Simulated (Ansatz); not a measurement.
## Ligand exchange: HOF + Si(CH3)3(NH2) → H3NO + Si(CH3)3F

Gas-phase species: HOF (hypofluorous acid) `OF`, singlet; Si(CH3)3(NH2), singlet; H3NO (hydroxylamine) `NO`, singlet; Si(CH3)3F (trimethylsilyl fluoride), singlet. The partners trade F for NH2: O–F and Si–NH2 bonds give way to O–NH2 and Si–F.

Shapes, held fixed at every level: PBE0-D4/def2-TZVP. Flexible molecules stand in one conformer, not always the lowest. Programs: Ansatz 0.2.0. The zero-point and thermal change to 298 K, harmonic and unscaled (PBE0-D4/def2-TZVP), is +7.1 kJ/mol.

| level | kind | ΔH(298 K) (kJ/mol) | less CCSD(T)/CBS estimate |
| --- | --- | --- | --- |
| HF/def2-SVP | Hartree–Fock | -307.1 | -25.0 |
| r2SCAN-D4/def2-TZVPP | meta-GGA | -273.7 | +8.4 |
| r2SCAN0-D4/def2-TZVPP | global hybrid | -284.4 | -2.3 |
| wB97M-V/def2-TZVPP | range-separated hybrid | -277.1 | +5.0 |
| MP2/def2-SVP | perturbation theory | -284.5 | -2.4 |
| MP2/def2-TZVPP | perturbation theory | -288.1 | -6.0 |
| CCSD/def2-SVP | coupled cluster or CI | -279.9 | +2.2 |
| CCSD(T)/CBS estimate | coupled cluster or CI | -282.1 | 0.0 |

The highest level, CCSD(T)/CBS estimate, gives ΔH(298 K) = -282.1 kJ/mol; the levels span -307.1 to -273.7. The column of differences is taken from that level and isn't an error. No measured value is set beside it here. The CBS estimate extrapolates MP2 from def2-TZVPP and def2-QZVPP and adds CCSD(T) − MP2 in the triple-zeta set, cores frozen.

The exchange is strongly exothermic at every level, with -282.1 kJ/mol at the highest. Fluorine leaves oxygen, where the bond is weak and lone pairs repel across it, for electropositive silicon, where it forms a very strong, highly polar bond. The O–N bond gained is itself weak, so most of the driving force probably comes from the preference of silicon for fluorine over nitrogen.

Hartree–Fock overstates the exothermicity by 25.0 kJ/mol. MP2 and CCSD in the same small basis remove most of this excess, so it stems chiefly from missing correlation, which stabilises the reactants more than the products. The electron-crowded O–F bond, badly underbound at the mean-field level, is the likely source. MP2 becomes more exothermic in the larger basis and moves away from the highest level, which suggests that its close agreement in def2-SVP owes something to cancelling errors. The sign and rough size of the enthalpy are secure, but they say nothing about the barrier to exchange.
